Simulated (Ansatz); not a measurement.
## MnGa₄: pressure against volume

MnGa₄, Im-3m, a = 5.546 Å. The structure is a Materials Project entry; whether it is the stable form wasn't checked. Ansatz: r2SCAN, PAW, 500 eV, Γ-centred 10×10×10 mesh on 5 atoms, Gaussian smearing 0.10 eV; collinear spin, largest moment 1.1 μB. Symmetry fixes shape and atoms, so the cell is only scaled; pressure is positive in compression.

| V (Å³/atom) | P (GPa) |
| --- | --- |
| 15.013 | 16.98 |
| 15.525 | 11.67 |
| 16.037 | 7.14 |
| 16.549 | ? |
| 17.061 | 0.04 |
| 17.573 | -2.70 |
| 18.084 | -5.01 |
| 18.767 | -7.51 |

**Question.** Take V0 = 17.061 Å³/atom, count pressures from its P0 = 0.04 GPa, fit the third-order Birch–Murnaghan form to the other rows, and predict the missing pressure.

**Answer.** With the Eulerian strain f = ½[(V0/V)^(2/3) − 1] and y = (P − P0)/[3f(1 + 2f)^(5/2)], the form is the line y = B0 + 1.5 B0 (B0′ − 4) f. Rows (f, y): 0.04450, 102.5; 0.03246, 102.1; 0.02106, 101.4; -0.00976, 98.3; -0.01904, 97.4; -0.03078, 95.8. Means f = 0.006407, y = 99.583; Σ(Δf)² = 0.004636, ΣΔfΔy = 0.4203; the slope is their ratio. y = 99.00 + 90.65 f GPa, so B0 = 99.0 GPa and B0′ = 4 + 2 × (90.65)/(3 × 99.00) = 4.61. At V = 16.549, f = 0.01026, y = 99.93 and P = 3.28 GPa. The run gave 3.29 GPa, so the fit is 0.01 GPa too low, within the rms miss on the fitted rows (0.04 GPa). Note that the largest moment runs from 0.82 to 1.38 μB along the series.

The largest moment runs from 0.82 to 1.38 μB along the series, so B0 and B0′ hold the change of the moment too.

The state reached may not be the lowest one. Only parallel moments were tried here.

The pressure rises ever more steeply as MnGa₄ is compressed, as expected when Pauli repulsion and the kinetic energy of the electrons outgrow the cohesion from Mn d–Ga p hybridisation and the metallic sp electrons. The close prediction mainly confirms the bulk modulus: the missing volume lies inside the fitted range and near V0, where the term carrying B0′ contributes little.

The reduced pressures y don't scatter randomly about the line. They fall below it at both ends and above it in between, so the slope flattens under compression and B0′ is an average over the range rather than a sharply defined property at V0. This curvature could be an ordinary higher-order elastic term or a magnetovolume effect. Expansion narrows the Mn d bands and usually favours a larger moment, which would soften the expanded lattice, but the table can't separate the two. The fit therefore supports interpolation along this magnetic branch, not extrapolation to much stronger compression, where the moment might collapse.
